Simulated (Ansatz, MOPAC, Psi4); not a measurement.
## HCl (SMILES Cl): methods side by side

HCl, singlet, SMILES `Cl`. Each level relaxes the structure for itself.

Quantity: the equilibrium bond length, in Å. The values are calculated.

```
                              level                    kind  program  value (Å)
                               MNDO          semi-empirical    MOPAC      1.348
                                RM1          semi-empirical    MOPAC      1.271
                           PM6-D3H4          semi-empirical    MOPAC      1.298
                            PM6-ORG          semi-empirical    MOPAC      1.256
                    SVWN5/def2-TZVP                     LDA   Ansatz      1.292
               PBE-D3(BJ)/def2-TZVP                     GGA   Ansatz      1.289
                   r2SCAN/def2-TZVP                meta-GGA   Ansatz      1.280
                 B3LYP-D4/def2-TZVP           global hybrid   Ansatz      1.282
PBE0-D4/def2-TZVP (density fitting)           global hybrid     Psi4      1.279
                  wB97X-V/def2-TZVP  range-separated hybrid   Ansatz      1.277
```

The values span 1.256 to 1.348 Å.

The density functionals agree closely on the H–Cl bond, from 1.277 to 1.292 Å, while the semi-empirical methods account for both ends of the full range. Such agreement is expected for a polar single σ bond, built mainly from H 1s and Cl 3p, with the remaining valence pairs on chlorine as lone pairs and no strong static correlation near equilibrium.

SVWN5 gives the longest bond among the functionals, so the familiar picture of LDA shortening bonds does not carry over to this hydride. The hybrids all lie below SVWN5 and PBE, but r2SCAN, which has no exact exchange, falls between B3LYP and PBE0. Exact exchange is therefore not needed for the shorter distance.

MNDO, at 1.348 Å, is clearly too long against the well-established gas-phase bond length, probably because of its parametrised integrals and core repulsion rather than any unusual bonding. Closeness in this one distance does not establish comparable accuracy for the dipole moment or the dissociation energy.
